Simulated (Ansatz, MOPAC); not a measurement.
# How methods differ on SnH2F2 (SMILES [F][SnH2][F])

SnH2F2, singlet, SMILES `[F][SnH2][F]`. Each level relaxes the structure for itself.

Quantity: the zero-point energy at each level's own minimum, in kJ/mol. The values are calculated.

| level | kind | program | value (kJ/mol) |
| --- | --- | --- | --- |
| MNDO | semi-empirical | MOPAC | 50.1 |
| PM6-D3H4 | semi-empirical | MOPAC | 51.7 |
| PM6-DH+ | semi-empirical | MOPAC | 51.6 |
| PM7 | semi-empirical | MOPAC | 50.1 |
| HF/STO-3G | Hartree–Fock | Ansatz | 54.1 |
| HF/3-21G | Hartree–Fock | Ansatz | 51.3 |
| PBE/def2-SVP (core potential) | GGA | Ansatz | 44.1 |
| PBE-D3(BJ)/def2-TZVP (core potential) | GGA | Ansatz | 43.9 |
| PBE0-D4/def2-TZVP (core potential) | global hybrid | Ansatz | 46.1 |
| B3LYP-D4/def2-TZVP (core potential) | global hybrid | Ansatz | 45.5 |

All-electron rows without a relativistic Hamiltonian named are non-relativistic, while core potentials hold scalar relativity, so basis and relativity change together. Harmonic and unscaled. The values span 43.9 to 54.1 kJ/mol.

The zero-point energies fall into two groups: every density-functional value lies below every Hartree–Fock and semi-empirical one. Within the density-functional group, the two hybrids lie above the two PBE entries, whose values of 44.1 and 43.9 kJ/mol are almost the same. Zero-point energy follows the sum of the vibrational frequencies, so light hydrogen weighs heavily in it through the Sn–H stretches and the bending motions, while the Sn–F stretches involve heavier atoms and contribute less per mode. The ordering probably reflects mainly the stiffness each method gives these motions, with Hartree–Fock making bonds too stiff for lack of electron correlation and exact exchange moving the hybrids part of the way in that direction.

The closeness of PM7 or MNDO to HF/3-21G is therefore no sign that they describe the same force field, as a single sum can hide compensating differences between stretches and bends. Without the individual frequencies or a measured reference, the table doesn't show which level is most accurate.
